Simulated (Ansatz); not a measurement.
# Al: energy above lowest point as volume scale varies

All results are calculated (Ansatz 0.2.0). Free energy against uniform scaling of the volume at fixed shape and fractions; periodic cell, basis, potentials, k mesh and filling as listed.

The cell before it is scaled or strained (space group Fm-3m, No. 225):
```
cell vectors (Å)
   0.0000     2.0315     2.0315
   2.0315     0.0000     2.0315
   2.0315     2.0315     0.0000
atoms (fractions of the cell vectors)
Al  0.00000  0.00000  0.00000
```

Settings of every row: functional PBE; dispersion none; potentials PAW; wave cutoff 500 eV; density cutoff 2000 eV; k mesh 12x12x12; k shift 0x0x0; occupations fermi dirac; smearing width 0.1 eV; spin none.

Limits: coarse k mesh, up to 40 meV an atom off.

```
row  volume scale  V (Å³/atom)  energy above lowest point (meV/atom)
  1        0.9406       15.772                                   8.1
  2        0.9703        16.27                                   0.1
  3             1       16.768                                     0
  4        1.0297       17.266                                     ?
  5        1.0594       17.764                                  19.3
```

Question: what energy above lowest point should row 4 give?

Worked fit of energy above lowest point. Take u = (V_r/V)^(2/3) − 1 with V_r = 16.519 Å³ an atom, which is twice the finite (Eulerian) strain; such expansions in the strain, on which the Birch-Murnaghan equation of state is built, carry the rest volume and the bulk modulus. The shown rows have u = 0.03133, 0.01018, -0.00992, -0.04729. Least squares give energy above lowest point = −0.87 + 2.2 × u + 9065 × u² meV/atom; a straight line predicts inner rows, each left out in turn, worse (root mean square 8.8 against 0.0085 meV/atom). All shown rows lie on it to the printed digit. Its lowest point lies at u = -0.0001, or V = 16.52 Å³ an atom, and the curvature there gives the bulk modulus at fixed shape and fractions, B = (4/9)(1 + u)² E″(u)/V = 78.1 GPa. The withheld row has u = -0.02905, so the fit gives −0.87 + 2.2 × (-0.02905) + 9065 × (-0.02905)² = 6.7 meV/atom.

The calculation gave 6.7 meV/atom. The fit meets it to the printed digit.
